**Question**

The table gives results of a PBE calculation without spin for an unreconstructed Ir(100) slab of six one-atom layers. The plane share is the fraction of the empty states within 0.25 eV above the Fermi level that sits on a layer, and the plane height is measured from the top atom. Such states accept electrons from an adsorbate or a tunnelling tip.

Ansatz 0.2.0, scalar-relativistic plane-wave PAW DFT with PBE, no spin polarisation, for a six-layer Ir(100) slab with the lower three layers held at bulk positions. Cutoff 420 eV, 18 × 18 × 1 k mesh, Gaussian smearing 0.1 eV. Plane shares refer to states from 0 to 0.25 eV above the Fermi level; planes run from bottom to top, with heights measured from the top atom.

```csv
row,plane share,plane formula,plane height (Å)
1,0.215,Ir,-9.596
2,0.139,Ir,-7.677
3,0.157,Ir,-5.757
4,0.153,Ir,-3.799
5,0.138,Ir,-1.845
6,0.197,Ir,0.000
```

(a) Derive a rule for the plane share from neighbour counts alone. (b) Apply it to rows 6 and 3. (c) Judge its accuracy over the table. (d) State where it stops working.

**Model answer**

(a) The states of iridium near the Fermi level are mainly 5d. A d band has a width because electrons hop between neighbouring atoms, and in tight-binding theory the mean square spread of the levels on one atom is the sum of the squared hoppings to its neighbours. With z equivalent neighbours the local width W therefore goes as √z. Every atom still carries ten d states, so an atom with fewer neighbours packs them into a narrower range; for a flat band the density is 10/W, proportional to 1/√z.

An atom inside the face-centred cubic metal has four neighbours in its own (100) layer, four above and four below. An atom of an outer layer loses one set of four and keeps 8 of 12. Its weight f relative to an inner layer, and the shares in a slab of N layers, follow directly:

f = √(12/8) = 1.225

outer share = f/(N − 2 + 2f), inner share = 1/(N − 2 + 2f)

(b) The rule has no adjustable constant, so neither row entered a fit. For N = 6 the weights add to 4 + 2 × 1.225 ≈ 6.45.

Row 6, the top layer: 1.225/6.45 = 0.190 against 0.197, low by 3.6 % of the table value.

Row 3, an inner layer: 1/6.45 = 0.155 against 0.157, low by about 1 %.

A share becomes a number of states on multiplying by the content of the window, which the calculation puts at 1.432 states per cell; row 6 then holds 0.190 × 1.432 = 0.272. By hand, a rough recalled d-band width of 10 eV gives 10 × 0.25/10 × 6.45 ≈ 1.6 states. That has the right size, though it ignores the s and p states.

(c) The rule has the main feature right: both outer rows lie above an even sixth and all four inner rows below it. Its rms error, relative to the table values, is 8.6 %, half the 16.8 % of an even split. The two worked rows are among the good ones. Row 1 comes out too low and rows 2 and 5 too high, each by about 12 %, far beyond rounding.

These misfits point mostly one way: the surface holds more than the rule allows. The mean of the outer rows over the mean of the inner rows, which is f fitted to all six, is 1.40. With that value the rms error drops to about 5 %. The printed output after this text lists each row.

(d) A flat band makes f the same at every energy, and this is where the rule breaks. Other windows of the same calculation give f = 2.03 between 1 and 0.5 eV below the Fermi level, where the rule errs by 25 %. From there f falls with each higher window until it levels off near 1.03 beyond half an electronvolt above the Fermi level, where an even split beats the rule. The window of the table lies on that slope, close to where the computed f passes the rule's value, so the 8.6 % owes much to where the window lies.

Theory suggests the direction of the fall but not its size. The iridium d band is well over half full, and a metal surface atom keeps nearly the bulk electron count. A narrower band with the same filling must move its centre up towards the Fermi level while its top edge comes down towards it. The surface is thus expected to run short of d states sooner above the Fermi level. Narrowing alone, though, only squeezes the band about the Fermi level, which gives f = 1.225 there whatever the band shape, while the windows on either side show 1.71 and 1.40. Nor do the outer layers lose states within the first electronvolt: from the window of the table to the one between 0.5 and 1 eV their density rises from 1.18 to 1.51 states per eV and atom, and f falls because the inner density climbs faster, from 0.84 to 1.48. The shares agree with this picture in direction only and do not isolate d states, so band narrowing remains an argued cause; that surface resonances supply the excess beyond √(12/8) is a guess.

**Remarks on the reasoning**

A good answer leaves the order of the inner rows unexplained. Only 37 symmetry-distinct levels fall in the window, and one general level carries 0.034 of it, spread over several layers, so a few levels at the window edges could shift the 0.018 between rows 2 and 3; one mesh cannot tell sampling from a real pattern. In the window just below the Fermi level that order reverses. Averaged over all eight windows by their state count, the inner shares agree within a few per cent, the rule's error is 7.6 % and f comes to 1.43, a mean of values from 2.03 to 1.03. The two-value form is thus better founded for a wide window, but f still depends on where the window lies, and over the whole band it must tend to one, since every atom holds ten d states.

The two faces differ in geometry, since the lower half is held at bulk positions while the top spacing is 3.9 % shorter than the held one. Shorter bonds mean stronger hopping and a wider band, so the top layer should hold less than the bottom one, as it does in seven of the eight windows, though in the table only by 0.018, no more than the gap between rows 2 and 3. Weighting each neighbour with a hopping ∝ d⁻⁵, d being the bond length, gives a ratio of row 1 to row 6 of 1.05 against 1.09. The sign is right, yet the overall error doesn't improve, so the refinement is not worth doing by hand. The held bottom face is under force and is a poor model of a real surface.

The neighbour count also sets the expected order for other faces, by argument alone. The close-packed (111) face keeps nine neighbours and should show a weaker excess than (100), the open (110) face with seven a stronger one. Clean Ir(100) itself reconstructs to a denser, nearly hexagonal top layer, which raises z and should lower f. Spin-orbit coupling is left out here, and in 5d states it can move levels by more than the width of this window, so a share in so narrow a slice belongs to this calculation more than to the metal. The run also warns that its highest levels are only loosely converged, which makes f least certain in the uppermost windows. The dependence on N rests on the derivation, since only one thickness was computed.

Printed output of the fit:

```
sum of shares 0.999; rounding 0.0005 = 0.2 to 0.4 % of a share
spacings bottom up (A): [1.919 1.92  1.958 1.954 1.845] top vs bottom -3.9 %
interlayer contacts (A): [2.714 2.715 2.742 2.739 2.663]
effective z with d^-5 hopping: [ 8.01 12.01 11.62 11.28 12.52  8.86]
rule: f = sqrt(12/8) = 1.225, sum of weights 6.449
table: outer mean 0.206, inner mean 0.147, f = 1.404, as (12/8)^p p = 0.84
row, share, then model share (error %) for: even, sqrt z, with d^-5, fitted f
1  0.215  0.167 (-22.5)  0.190 (-11.7)  0.191 (-11.2)  0.206 ( -4.1)
2  0.139  0.167 (+19.9)  0.155 (+11.5)  0.156 (+12.1)  0.147 ( +5.7)
3  0.157  0.167 ( +6.2)  0.155 ( -1.2)  0.158 ( +0.9)  0.147 ( -6.4)
4  0.153  0.167 ( +8.9)  0.155 ( +1.3)  0.161 ( +5.1)  0.147 ( -4.0)
5  0.138  0.167 (+20.8)  0.155 (+12.4)  0.153 (+10.6)  0.147 ( +6.4)
6  0.197  0.167 (-15.4)  0.190 ( -3.6)  0.181 ( -7.9)  0.206 ( +4.7)
even: rms 0.029 in share, 16.8 %; worst row 1 -22.5 %
sqrt z: rms 0.014 in share, 8.6 %; worst row 5 +12.4 %
with d^-5: rms 0.015 in share, 8.9 %; worst row 2 +12.1 %
fitted f: rms 0.009 in share, 5.3 %; worst row 5 +6.4 %
two outer layers together: table 0.412, rule 0.380, even 0.333
row 1 / row 6: table 1.091, d^-5 variant 1.052
row 2 - row 3 -0.018; row 5 - row 4 -0.015 (not a monotonic decay)
row 6: states per cell, rule 0.272, table 0.282; per eV rule 1.09, table 1.13
row 3: states per cell, rule 0.222, table 0.225; per eV rule 0.89, table 0.90
mean density 0.95 states/eV/atom; flat-band width implied 11.3 eV
levels on full mesh 232 (37 irreducible); one 8-fold level = 0.034 of the window
window (eV): f, rms error % of rule, of even share, row1/row6, (rows 2+5)/(rows 3+4)
-2.00 to -1.00: 1.51  13.2  21.4  1.043  0.84
-1.00 to -0.50: 2.03  25.0  34.3  1.071  1.02
-0.50 to -0.25: 1.92  23.7  32.7  1.184  1.16
-0.25 to +0.00: 1.71  21.4  29.7  1.052  1.30
+0.00 to +0.25: 1.41   8.5  16.8  1.093  0.90
+0.25 to +0.50: 1.20   2.0   8.7  1.043  1.00
+0.50 to +1.00: 1.03   9.1   3.2  1.053  1.05
+1.00 to +1.50: 1.03   9.3   4.2  0.902  1.01
all windows, state-weighted shares: [0.214 0.145 0.145 0.149 0.143 0.203]
all windows: f = 1.43, rule rms 7.6 %, row1/row6 1.053
row 1 above row 6 in 7 of 8 windows
```
